\section{The problem and the conventions}

In a uniform field $E$ the drift velocity of holes in silicon first grows as $\mu_0E$ and then levels off near a saturation velocity $v_s$. Drift-diffusion simulators impose this with a field-dependent mobility $\mu(E)$. Energy-transport simulators use a mobility that depends on the carrier temperature, together with an energy relaxation time $\tau_w$. In a long, uniformly doped bar the two descriptions must give the same velocity, and the homogeneous energy balance is the equation that links them. It is derived here from the Boltzmann equation and solved for two standard closures.

Holes carry charge $+q$ with $q>0$. The hole energy $\varepsilon_b(\mathbf k)$ in band $b$ is counted positive from the valence-band maximum into the band, $\mathbf k$ is the hole wavevector, so that $\hbar\dot{\mathbf k}=q\mathbf E$, and the group velocity is $\mathbf v=\hbar^{-1}\nabla_{\mathbf k}\varepsilon_b$. The lattice temperature is $T_L$ and the hole temperature $T_p$. For electrons $T_p$ is replaced by $T_n$ and $v_d$ is read as a speed; the results are otherwise unchanged. Units are V/cm, cm/s and cm$^2$/(V\,s).

The premises are:
\begin{itemize}
\item[P1.] Semiclassical transport in a homogeneous crystal, steady state, non-degenerate holes, no generation or recombination, phonons in equilibrium at $T_L$.
\item[P2.] The mean hole energy is $w=\tfrac32k_BT_p$. The drift kinetic energy is dropped at first and restored in Section~\ref{sec:drift}.
\item[P3.] The mobility and the energy relaxation time depend on the field only through $T_p$.
\item[P4.] A closure for $\mu(T_p)$ and $\tau_w(T_p)$. It is a modelling choice that the moment equations do not supply.
\end{itemize}

\section{Moments of the Boltzmann equation}

Under P1 the occupation $f_b(\mathbf k)$ obeys
\begin{equation}
\frac{q}{\hbar}\,\mathbf E\cdot\nabla_{\mathbf k}f_b=C_b[f],
\label{eq:bte}
\end{equation}
where $C_b$ is the collision term, interband scattering included. Let $\int_{\mathbf k}$ stand for $\sum_b\int 2\,d^3k/(2\pi)^3$, the factor 2 counting the twofold degeneracy of each band. The hole density is $p=\int_{\mathbf k}f$ and averages are $\langle\phi\rangle=p^{-1}\int_{\mathbf k}\phi f$. Multiply Eq.~\eqref{eq:bte} by a function $\phi_b(\mathbf k)$, integrate, and move the gradient onto $\phi$ by parts. The surface term vanishes because $f$ is negligible far from the zone centre. This gives
\begin{equation}
\frac{q}{\hbar}\,\mathbf E\cdot\langle\nabla_{\mathbf k}\phi\rangle=-\frac1p\int_{\mathbf k}\phi\,C[f].
\label{eq:moment}
\end{equation}
For $\phi=1$ both sides vanish: collisions conserve the number of holes.

\paragraph{Energy.} For $\phi=\varepsilon_b$ the gradient is $\hbar\mathbf v$, and the left side is $q\,\mathbf E\cdot\mathbf v_d$ with $\mathbf v_d=\langle\mathbf v\rangle$. This is the power that the field delivers to one hole, and it holds for any band shape. The right side is the power passed to the phonons. Impurity scattering is elastic and hole--hole scattering conserves the total hole energy, so neither enters it directly. The loss vanishes in equilibrium, where $w=\langle\varepsilon\rangle$ equals $w_0$, and $\tau_w$ is defined by writing it as $(w-w_0)/\tau_w$. The mobility is defined by $v_d=\mu E$. For a field along a cube axis or a body diagonal, symmetry makes the steady $\mathbf v_d$ parallel to $\mathbf E$; otherwise $v_d$ means the component along $\mathbf E$. Then
\begin{equation}
\frac{w-w_0}{\tau_w}=q\mu E^2 .
\label{eq:wbal}
\end{equation}
So far this is exact within P1, since $\tau_w$ and $\mu$ are definitions.

\paragraph{Momentum.} For $\phi=\hbar k_i$ the left side of Eq.~\eqref{eq:moment} is $qE_i$. In an isotropic parabolic band of mass $m_c$ the mean momentum is $m_cv_d$. Writing the collision loss as $m_cv_d/\tau_p$ defines the momentum relaxation time:
\begin{equation}
qE=\frac{m_cv_d}{\tau_p},\qquad \mu=\frac{q\tau_p}{m_c}.
\label{eq:pbal}
\end{equation}

\paragraph{Temperature.} In the same band, split $\mathbf v=\mathbf v_d+\mathbf c$ with $\langle\mathbf c\rangle=0$. The cross term averages to zero, so
\begin{equation}
w=\tfrac12m_c\langle c^2\rangle+\tfrac12m_cv_d^2\equiv\tfrac32k_BT_p+\tfrac12m_cv_d^2 ,
\label{eq:w}
\end{equation}
which defines $T_p$ without assuming a Maxwellian. In equilibrium $w_0=\tfrac32k_BT_L$. This value survives warping as long as $\varepsilon$ scales as $k^2$ along each direction: the volume inside a constant-energy surface is then proportional to $\varepsilon^{3/2}$, the density of states to $\varepsilon^{1/2}$, and the Boltzmann average of $\varepsilon$ is $k_BT_L\,\Gamma(5/2)/\Gamma(3/2)=\tfrac32k_BT_L$. With P2, Eq.~\eqref{eq:wbal} becomes
\begin{equation}
\frac{3k_B(T_p-T_L)}{2\tau_w}=q\mu E^2 .
\label{eq:bal}
\end{equation}
If $w$ rises monotonically with $E$, every steady-state quantity can be tabulated against $T_p$ in place of $E$, so P3 costs nothing in the uniform bar for a given field direction and doping. It becomes an approximation when the same functions are carried into a device.

\section{Reduced form and the condition for saturation}

Introduce
\begin{equation}
s=\frac{\mu_0E}{v_s}=\frac{E}{E_c},\quad \eta=\frac{\mu}{\mu_0},\quad u=\frac{v_d}{v_s}=\eta s,\quad \theta=\frac{T_p}{T_L},\quad \tau^*=\frac{3k_BT_L\,\mu_0}{2qv_s^2},
\label{eq:red}
\end{equation}
with $E_c=v_s/\mu_0$. The right side of Eq.~\eqref{eq:bal} is $q\mu_0\eta\,s^2v_s^2/\mu_0^2=q\eta s^2v_s^2/\mu_0$. Multiplying both sides by $\mu_0/(qv_s^2)$ gives
\begin{equation}
z\equiv(\theta-1)\frac{\tau^*}{\tau_w}=\eta s^2 ,\qquad u^2=\eta z ,
\label{eq:master}
\end{equation}
where the second form follows from multiplying the first by $\eta$. The quantity $z$ is the loss rate in units of $qv_s^2/\mu_0$, the power per hole at field $E_c$ and velocity $v_s$.

Two conclusions follow. First, the velocity saturates at $v_s$ only if $\eta z\to1$ at high field: the mobility must fall inversely to the loss rate. To see how demanding this is, take $\eta=\theta^{-\gamma}$ and constant $\tau_w$. For $\theta\gg1$, Eq.~\eqref{eq:master} gives $\theta^{1+\gamma}\propto s^2$, hence
\begin{equation}
u=s\,\theta^{-\gamma}\propto s^{(1-\gamma)/(1+\gamma)} .
\label{eq:power}
\end{equation}
Elastic acoustic-phonon scattering in a parabolic band has a relaxation time proportional to $\varepsilon^{-1/2}$, and its average $\langle\varepsilon\tau\rangle/\langle\varepsilon\rangle$ over a heated Maxwellian gives $\gamma=\tfrac12$. With constant $\tau_w$ the velocity then grows as $E^{1/3}$ without limit. Only $\gamma=1$ saturates, and $\gamma>1$ gives a falling velocity. Second, the curve $\eta(s)$ is fixed by the relation between $\eta$ and $z$ alone. A velocity--field curve therefore cannot determine $\mu(T_p)$ and $\tau_w(T_p)$ separately.

\section{Closure A: inverse mobility linear in the excess energy}

By Eq.~\eqref{eq:pbal}, $1/\mu$ is proportional to the momentum relaxation rate. The simplest statement that hot holes scatter more often is a rate linear in the excess energy,
\begin{equation}
\frac{\mu_0}{\mu}=1+a\,(w-w_0),
\label{eq:lin}
\end{equation}
with constant $\tau_w$. The coefficient $a$ is fixed by saturation. Insert $w-w_0=q\tau_w\mu E^2$ from Eq.~\eqref{eq:wbal} and multiply by $\mu$: $\mu_0=\mu+aq\tau_wv_d^2$. As $E\to\infty$ this relation keeps $v_d$ bounded, so $\mu=v_d/E\to0$ and $v_d^2\to\mu_0/(aq\tau_w)$. Setting the limit equal to $v_s^2$ gives $a=\mu_0/(q\tau_wv_s^2)$. With P2,
\begin{equation}
\mu(T_p)=\frac{\mu_0}{1+\dfrac{3\mu_0k_B(T_p-T_L)}{2q\tau_wv_s^2}}\quad\Longleftrightarrow\quad\eta=\frac1{1+z},
\label{eq:haensch}
\end{equation}
the mobility model of H\"ansch and Miura-Mattausch (1986). Substituting $z=\eta s^2$ removes the temperature:
\begin{equation}
s^2\eta^2+\eta-1=0 .
\label{eq:quad}
\end{equation}
The product of the roots is $-1/s^2$, so exactly one root is positive, $\eta=[\sqrt{1+4s^2}-1]/(2s^2)$. Multiplying numerator and denominator by $\sqrt{1+4s^2}+1$ gives a form without cancellation at small $s$:
\begin{equation}
\mu_A(E)=\frac{2\mu_0}{1+\sqrt{1+4(\mu_0E/v_s)^2}} .
\label{eq:A}
\end{equation}
The relaxation time has dropped out, because it enters Eqs.~\eqref{eq:master} and \eqref{eq:haensch} only through $z$. The cancellation holds even when $\tau_w$ depends on $T_p$, provided the same function is used in both places and $z$ rises monotonically and without bound in $T_p$. The value of $\tau_w$ sets only the temperature. From $z=1/\eta-1$,
\begin{equation}
T_p=T_L\left[1+\frac{\tau_w}{\tau^*}\left(\frac{\mu_0}{\mu_A}-1\right)\right].
\label{eq:TA}
\end{equation}
Equation~\eqref{eq:quad} also reads $u^2=1-\eta$, and with $\eta=u/s$ it inverts to $s=u/(1-u^2)$. Differentiating, $du/ds=(1-u^2)^2/(1+u^2)>0$, so the velocity rises monotonically. The limits are
\begin{equation}
\eta=1-s^2+2s^4-\dots\ \ (s\ll1),\qquad u=1-\frac1{2s}+\dots\ \ (s\gg1).
\label{eq:limA}
\end{equation}

\paragraph{Stability.} For times long against $\tau_p$ the balance out of steady state is $dw/dt=q\mu E^2-(w-w_0)/\tau_w$. Multiplying by $a\tau_w$, with $z=a(w-w_0)$ and $a\tau_wq\mu_0E^2=s^2$, gives $\tau_w\,dz/dt=s^2/(1+z)-z$. The derivative of the right side with respect to $z$ is $-[1+s^2/(1+z)^2]=-(1+u^2)$. A small disturbance at fixed field therefore decays with the time
\begin{equation}
\tau_{\rm eff}=\frac{\tau_w}{1+u^2},
\label{eq:teff}
\end{equation}
which lies between $\tau_w$ and $\tau_w/2$. The steady state is stable at every field.

\section{Closure B: mobility inverse in the temperature}

The Caughey--Thomas law (1967) is the empirical family
\begin{equation}
\mu(E)=\frac{\mu_0}{[1+(\mu_0E/v_s)^\beta]^{1/\beta}} .
\label{eq:CT}
\end{equation}
Baccarani and Wordeman (1985) chose
\begin{equation}
\mu(T_p)=\mu_0\frac{T_L}{T_p}\quad\Longleftrightarrow\quad\eta=\frac1\theta ,
\label{eq:BW}
\end{equation}
which keeps the product $\mu k_BT_p/q$, the coefficient of the density gradient in the hydrodynamic particle current, at its equilibrium value. With $\mu(T_p)$ fixed, $\tau_w(T_p)$ is the free function, and one may ask which choice returns Eq.~\eqref{eq:CT}.

For $\beta=2$, equating $1/\theta$ with $(1+s^2)^{-1/2}$ gives $s^2=\theta^2-1$. Equation~\eqref{eq:master} then requires $(\theta-1)\tau^*/\tau_w=(\theta^2-1)/\theta$. For $\theta>1$ the factor $\theta-1$ cancels:
\begin{equation}
\tau_w(T_p)=\tau^*\frac{\theta}{\theta+1}=\frac{3k_B\mu_0}{2qv_s^2}\,\frac{T_pT_L}{T_p+T_L}.
\label{eq:tauB}
\end{equation}
This shows necessity. For sufficiency, insert Eqs.~\eqref{eq:BW} and \eqref{eq:tauB} into Eq.~\eqref{eq:master}: $(\theta-1)(\theta+1)/\theta=s^2/\theta$, whose only positive root is $\theta=\sqrt{1+s^2}$. Hence
\begin{equation}
\mu_B(E)=\frac{\mu_0}{\sqrt{1+(\mu_0E/v_s)^2}},\qquad T_p=T_L\sqrt{1+(\mu_0E/v_s)^2}.
\label{eq:B}
\end{equation}
The relaxation time rises from $\tau^*/2$ at $T_p=T_L$ to $\tau^*$ for very hot holes and is no longer an independent parameter. The inverse relation is $s=u/\sqrt{1-u^2}$, the slope is $du/ds=(1+s^2)^{-3/2}>0$, and the limits are
\begin{equation}
\eta=1-\tfrac12s^2+\tfrac38s^4-\dots\ \ (s\ll1),\qquad u=1-\frac1{2s^2}+\dots\ \ (s\gg1).
\label{eq:limB}
\end{equation}
Law B loses mobility half as fast as law A at low field and closes on $v_s$ as $1/E^2$ where A does so as $1/E$. Since $1+\sqrt{1+4s^2}>2\sqrt{1+s^2}$ for $s>0$ (square both sides and use $\sqrt{1+4s^2}>1$), law A lies below law B at every finite field.

\section{How the closures are related}

Setting $\tau_w=\tau^*$ in Eq.~\eqref{eq:haensch} gives $z=\theta-1$ and $\eta=1/\theta$. The mobility $\mu_0T_L/T_p$ thus produces law A when $\tau_w$ is held at $\tau^*$ and law B when $\tau_w$ follows Eq.~\eqref{eq:tauB}. A simulator that combines Eq.~\eqref{eq:BW} with another constant $\tau_w$ has $u^2=(\theta-1)\tau^*/(\theta\tau_w)\to\tau^*/\tau_w$ and saturates at $v_s\sqrt{\tau^*/\tau_w}$, whatever was entered as $v_s$ elsewhere.

Law B can also be had with constant $\tau_w$. Write it as $1=\eta^2(1+s^2)$ and use $\eta s^2=z$ to get $\eta^2+z\eta-1=0$, with the positive root
\begin{equation}
\eta=\frac{2}{z+\sqrt{z^2+4}} .
\label{eq:C}
\end{equation}
This pair and the pair of closure B give the same bulk velocity and different temperatures.

For general $\beta$, Eq.~\eqref{eq:BW} demands $s^\beta=\theta^\beta-1$, and Eq.~\eqref{eq:master} gives
\begin{equation}
\tau_w=\tau^*\frac{\theta(\theta-1)}{(\theta^\beta-1)^{2/\beta}}\ \longrightarrow\ \tau^*\beta^{-2/\beta}(\theta-1)^{1-2/\beta}\quad(\theta\to1).
\label{eq:taub}
\end{equation}
The low-field limit is finite and non-zero only for $\beta=2$. It diverges for $\beta<2$ and vanishes for $\beta>2$. The reason is that a smooth $\mu(T_p)$ with non-zero slope and a finite $\tau_w$ give $T_p-T_L\propto E^2$ and hence $\mu_0-\mu\propto E^2$, while Eq.~\eqref{eq:CT} has $\mu_0-\mu\propto E^\beta$. The quadratic onset is also what symmetry leads one to expect: reversing $\mathbf E$ reverses $\mathbf v_d$ in a crystal with an inversion centre, so $\mu$ is even in $E$ and a regular expansion starts at $E^2$. A law with $\beta<2$ is a fit to moderate and high fields and does not describe the onset of heating.

\section{The drift kinetic energy}\label{sec:drift}

By Eq.~\eqref{eq:pbal}, $\tfrac12m_cv_d^2=\tfrac12m_c\mu^2E^2=q\mu E^2\,\tau_p/2$. Combining Eqs.~\eqref{eq:wbal} and \eqref{eq:w},
\begin{equation}
\tfrac32k_B(T_p-T_L)=q\mu E^2\left(\tau_w-\tfrac12\tau_p\right).
\label{eq:full}
\end{equation}
The drift part is the fraction $\tau_p/(2\tau_w)$ of the excess energy. It is largest at low field, where $\tau_p=\tau_{p0}=m_c\mu_0/q$, and falls with $\eta$ because $\tau_p=\eta\tau_{p0}$.

For closure A there are two readings. If Eq.~\eqref{eq:lin} is applied to the total $w$, law A is unchanged, since its derivation used only Eq.~\eqref{eq:wbal}; $T_p$ is then a label for $2w/(3k_B)$. If Eq.~\eqref{eq:haensch} is applied to the thermal part alone, then $z=\eta s^2(1-r\eta)$ with $r=\tau_{p0}/(2\tau_w)$, and
\begin{equation}
\eta+s^2\eta^2(1-r\eta)=1 .
\label{eq:cubic}
\end{equation}
The left side increases with $\eta$ on $0<\eta<1$ when $r<2/3$, since its derivative is $1+s^2\eta(2-3r\eta)$, so the root there is unique. Saturation at $v_s$ is kept because $r\eta\to0$. For closure B, Eq.~\eqref{eq:full} shows that Eq.~\eqref{eq:tauB} fixes $\tau_w-\tau_p/2$. Equation~\eqref{eq:B} holds unchanged if
\begin{equation}
\tau_w=\frac{\tau_{p0}}{2\theta}+\tau^*\frac{\theta}{\theta+1}.
\label{eq:tauBfull}
\end{equation}

\section{Range of validity}

\begin{itemize}
\item \emph{Status.} Both laws interpolate between two inputs, $\mu_0$ and $v_s$. Neither predicts $v_s$, and the shape near $E_c$ comes from the closure.
\item \emph{Locality.} Equation~\eqref{eq:bal} omits the divergence of the energy flux and the time derivative. The field must change little over the distance $v_s\tau_w$ and the time $\tau_{\rm eff}$. Where it changes faster, $T_p$ lags the field, $\mu(E)$ fails, and $\mu(T_p)$ is used with the full energy equation, where P3 is an approximation.
\item \emph{Bands.} The relation $w=\tfrac32k_BT_p$ needs quadratic bands. The valence bands of silicon depart from this at energies comparable with the spin--orbit splitting, and warping makes the high-field velocity depend on the field direction. Closure A written in $w$ does not need P2. Closure B does, since it refers to the ratio $T_p/T_L$.
\item \emph{Energy loss.} Optical-phonon emission has a threshold at the phonon energy, so a constant $\tau_w$ is doubtful while $w$ passes from below to above it. This affects $T_p$ in closure A and leaves $\mu_A(E)$ alone.
\item \emph{Doping.} Ionised impurities scatter hot holes less, so $1/\mu$ need not rise with $w$ at heavy doping. In closure A, $1/\mu=1/\mu_0+(w-w_0)/(q\tau_wv_s^2)$ adds a heating term that is free of $\mu_0$. In closure B, $\tau_w\propto\mu_0$, so elastic scattering shortens the energy relaxation time, which is an artefact of the construction.
\item \emph{Exclusions.} Degenerate holes, inversion layers with quantised subbands, impact ionisation and self-heating lie outside P1.
\end{itemize}

\section{Numerical illustration: holes in lightly doped silicon}

The lattice is at $T_L=300$~K, so $k_BT_L/q=25.85$~mV and $w_0=38.8$~meV. The inputs are a typical low-field mobility $\mu_0=470$~cm$^2$/(V\,s), a typical saturation velocity $v_s=8.4\times10^6$~cm/s, a typical conductivity mass $m_c=0.37\,m_0$ ($m_0$ is the free-electron mass) and, for closure A, an assumed $\tau_w=0.25$~ps. All results below are the model's. Three figures are kept so that the closures can be told apart; the inputs support about two.

The scales of Eq.~\eqref{eq:red} are $E_c=17.87$~kV/cm and $\tau^*=0.258$~ps, so that $\tau_w/\tau^*=0.968$ and the low-field time of Eq.~\eqref{eq:tauB} is $\tau^*/2=0.129$~ps.

At $E=20$~kV/cm, $s=1.119$. For law A, $\sqrt{1+4s^2}=2.451$, $\mu_0/\mu=1.726$, $\eta=0.579$, $\mu=272$~cm$^2$/(V\,s) and $v_d=5.45\times10^6$~cm/s. Each hole takes up $qv_dE=109$~meV/ps, which over $\tau_w$ amounts to an excess energy of 27~meV, and Eq.~\eqref{eq:TA} gives $T_p-T_L=211$~K. For law B, $\theta=1.501$, $\mu=313$~cm$^2$/(V\,s) and $T_p=450$~K. The mobility of B exceeds that of A by 15\,\%.

\begin{center}
\begin{tabular}{cc|ccc|cccc}
$E$ & $s$ & $\mu_A$ & $v_A$ & $T_{p,A}$ & $\mu_B$ & $v_B$ & $T_{p,B}$ & $\tau_{w,B}$\\
\hline
5 & 0.280 & 438 & 2.19 & 321 & 453 & 2.26 & 312 & 0.132\\
10 & 0.560 & 376 & 3.76 & 373 & 410 & 4.10 & 344 & 0.138\\
20 & 1.12 & 272 & 5.45 & 511 & 313 & 6.26 & 450 & 0.155\\
50 & 2.80 & 141 & 7.03 & 980 & 158 & 7.91 & 891 & 0.193
\end{tabular}
\end{center}
Here $E$ is in kV/cm, $\mu$ in cm$^2$/(V\,s), $v$ in $10^6$~cm/s, $T_p$ in K, and $\tau_{w,B}$, from Eq.~\eqref{eq:tauB}, in ps. The velocity reaches $0.9\,v_s$ at $s=4.74$ (85~kV/cm) in law A and at $s=2.06$ (37~kV/cm) in law B.

\paragraph{Drift energy.} The momentum relaxation time is $\tau_{p0}=0.099$~ps, so $\tau_{p0}/\tau_w=0.40$ and $r=0.20$. In closure A the drift energy is this fraction $r$ of the excess energy at low field and 0.11 of it (3.1~meV) at 20~kV/cm, and it never exceeds $\tfrac12m_cv_s^2=7.4$~meV. Equation~\eqref{eq:cubic} gives $\eta=0.601$ at 20~kV/cm, or 283~cm$^2$/(V\,s), which is 3.7\,\% above law A. In closure B the drift energy at low field is $\tau_{p0}/\tau^*=0.38$ of the thermal excess, and Eq.~\eqref{eq:tauBfull} raises the low-field $\tau_w$ from 0.129 to 0.179~ps. The term matters little for the velocity. It matters at the level of these fractions for the temperature rise and for any $\tau_w$ extracted from low-field heating.

\paragraph{Scales.} The length $v_s\tau_w$ is 21~nm, and Eq.~\eqref{eq:teff} gives $\tau_{\rm eff}=0.176$~ps at 20~kV/cm. The laws thus suit drift regions and resistors much longer than this length and do not suit channels of comparable length. The compiled spin--orbit splitting is 0.044~eV (Ioffe Institute NSM archive); the mean energy of closure A reaches it at 7.1~kV/cm, so over most of the table $T_p$ is a label for the mean energy. The compiled optical-phonon frequency of 517~cm$^{-1}$ (Ioffe Institute) corresponds to 64.1~meV, close to the model's mean energy of 66~meV at 20~kV/cm. At 50~kV/cm the mean energy is 127~meV, far below the compiled gap of 1.12~eV (Wing 2021), which is consistent with leaving impact ionisation out of the energy balance.

\paragraph{Which law suits holes.} The inputs $\mu_0$ and $v_s$ were chosen as typical, so the two ends of the curve are imposed and test nothing. The knee is where the laws can miss. As typical knowledge, hole velocities in silicon at room temperature are described by Eq.~\eqref{eq:CT} with an exponent near $\beta=1.2$, for which $\eta=0.561$ at $E_c$ and $0.9\,v_s$ is reached at about 95~kV/cm. At $E_c$ law A has $\eta=0.618$ and law B has $\eta=0.707$, high by roughly 10\,\% and 26\,\%, and law B reaches $0.9\,v_s$ at well under half of that field, whereas law A, with its slow $1/E$ approach to $v_s$, stays near it.